**Q:** What does it cost to squeeze or stretch rocksalt BiTe by a few percent in volume?

**A:** About 2 meV per atom for a change of 2 percent, 7 to 8 meV for 4 percent, and 36 meV once the volume has shrunk by 8 percent. A second number worth remembering is that each percent taken off the Bi–Te contact raises the bulk modulus, the resistance to uniform pressure, by about 13 percent. The energies below come from a density-functional calculation and are counted from the minimum of a smooth curve through them. The value of -0.01 is the small distance of one row from that curve, so it marks the bottom of the well and not a deeper state.

Rocksalt BiTe (Fm-3m) at scaled volumes, computed with FLEUR MaX-R8.1 (later development tree): all-electron FLAPW, PBE without dispersion correction, spin-orbit coupling or spin polarisation. The k mesh is 7×7×7, kmax 4.1 1/bohr and Fermi-Dirac smearing 0.05 eV. Energies are counted from the minimum of the fitted equation of state.

```csv
volume (Å³/atom),energy (meV/atom)
31.82,35.64
32.50,19.27
33.18,8.26
33.85,1.97
34.53,-0.01
35.21,1.89
35.89,7.20
```

**Q:** The smallest volume costs five times as much as the largest. Is the crystal five times harder to squeeze than to stretch?

**A:** No, because the smallest volume lies twice as far from the minimum as the largest. Near a minimum the energy grows as the square of the distance, which already accounts for a factor of 4. What remains is a factor of about 1.25, and this is the true lean of the curve. It also shows at nearly equal distances from the minimum, where the row at 33.18 Å³ costs 15 percent more than the row at 35.89 Å³.

**Q:** Why does the curve lean at all?

**A:** Consider the two extremes. If the atoms are pulled far apart, they stop interacting and the energy levels off, so the curve must lose its upward bend. If they are pressed together, filled shells overlap, the exclusion principle forces electrons into states of higher kinetic energy, and the energy climbs ever more steeply. The minimum lies between these limits, so the bend should weaken as the crystal expands. This electronic cause is argued from standard theory, since the calculation gives only the total energy.

**Q:** Do the numbers show the bend weakening?

**A:** Yes, at every step. The bend through three neighbouring rows, multiplied by the middle volume, gives a local bulk modulus. It falls from about 61 GPa around 32.50 Å³ to about 42 GPa around 35.21 Å³, while the contact lengthens by less than 3 percent.

**Q:** Is there a formula simple enough for a hand estimate?

**A:** Yes, a parabola will do if its variable is well chosen. A parabola in volume has the wrong limits: it keeps rising when the atoms are pulled apart, and its local modulus drops on compression. A parabola in the inverse square of the contact length $d$ does better. With $d_0$ the length at the minimum, it has the shape

$$\left[(d_0/d)^2-1\right]^2=(d_0/d)^4-2(d_0/d)^2+1 ,$$

which is a steep repulsion against a gentler attraction. It climbs quickly at short distance and levels off at long distance, although the height of that plateau has no meaning in a form made for small strains.

**Q:** How do I put numbers into it?

**A:** In rocksalt $d^3$ equals the volume per atom $V$, so the strain can be written as $f=\tfrac12[(V_0/V)^{2/3}-1]$. The energy is then

$$E=\tfrac92 B_0V_0f^2 ,$$

where $V_0=34.53$ Å³ is the volume at the minimum and $B_0=46.4$ GPa the bulk modulus there. Since 1 eV/Å³ is 160.2 GPa, $B_0$ equals 0.290 eV/Å³. For the smallest volume,

$$f=\tfrac12\left[(34.53/31.82)^{2/3}-1\right]\approx0.028,$$

$$E\approx4.5\times0.290\times34.53\times0.028^2\ \text{eV}\approx35\ \text{meV}.$$

**Q:** How good is that?

**A:** It is about 1 percent below the computed energy of that row, whereas the parabola in volume is 14 percent too low. The row did help to fix $V_0$ and $B_0$, which come from a curve through all seven energies, so this tests the shape of the formula and not its power to predict. The printed analysis after this text compares the forms row by row.

**Q:** Where does the last percent come from?

**A:** From a lean slightly stronger than the formula contains. For small strain the pressure is $3B_0f$ and the local modulus is $B_0(1+12f)$, so the modulus rises by $12/3=4$ GPa for each GPa of pressure. The calculated curve has a slope of 4.47. A small cubic term in $f$ supplies the difference.

**Q:** May I use 46 GPa in a design, and the same reasoning for a related compound?

**A:** Treat 46 GPa as an estimate for a cold, perfect rocksalt crystal under uniform pressure. The PBE functional tends to make crystals of heavy elements too large and too soft, so the true modulus may well be higher. Spin-orbit coupling, which is strong in bismuth, was left out and could shift both volume and modulus; its effect here is untested. Nor was the result checked with a denser k mesh or with spin polarisation, although the odd number of electrons per cell makes the crystal a metal in this calculation. Only the size of the cubic cell was varied, so the well does not show that BiTe would keep this structure. For a related rocksalt compound, insert its own volume and modulus into the formula, and expect the same direction of lean, because the two extremes are the same.

Printed output of the fit:

```
Model less computed energy in meV per atom:
    row  contact length in A  parabola in volume  parabola in length  parabola in inverse square  with cubic term
  31.82                3.169              -4.918              -3.216                     -0.4535         0.003867
   32.5                3.191              -2.002              -1.295                     -0.1715          0.01136
  33.18                3.213             -0.5965             -0.3907                    -0.06989         -0.01852
  33.85                3.235            -0.06262            -0.03744                    0.001062         0.007127
  34.53                3.256             0.01004             0.01004                     0.01004          0.01004
  35.21                3.278             0.05149             0.02635                    -0.01065         -0.01629
  35.89                3.298              0.5317              0.3347                     0.05005         0.007268
Local bulk modulus in GPa:
    row  centre volume in A3  centre contact in A  from second differences  from constant modulus slope
   32.5                31.82                3.169                      n/a                        66.85
  33.18                 32.5                3.191                    60.88                        60.86
  33.85                33.18                3.213                    54.73                         55.5
  34.53                33.85                3.235                    50.99                        50.72
  35.21                34.53                3.256                    46.82                        46.42
  35.89                35.21                3.278                    41.96                        42.57
fit of energy on 7 rows: constant -0.2966 +/- 0.19, coefficient of w -25.54 +/- 16, coefficient of w**2 48560 +/- 891; rms 0.271, worst 32.5 0.323, leave-one-out rms 0.733
fit of energy on 7 rows: constant -0.03919 +/- 0.026, coefficient of f 3.188 +/- 2.3, coefficient of f**2 45506 +/- 120; rms 0.0382, worst 32.5 0.0525, leave-one-out rms 0.105
Contact length at the minimum in A: 3.256
Energy at smallest volume over energy at largest: 4.95
Same ratio expected from squared distance alone: 3.974
Remaining factor due to the lean: 1.246
Energy ratio of 33.18 to 35.89 at nearly equal distance: 1.147
Miss of volume parabola at smallest volume in percent: -13.8
Miss of length parabola at smallest volume in percent: -9.025
Miss of inverse-square parabola at smallest volume in percent: -1.273
Largest over smallest local bulk modulus: 1.451
Percent rise of modulus per percent shorter contact: 13.4
```
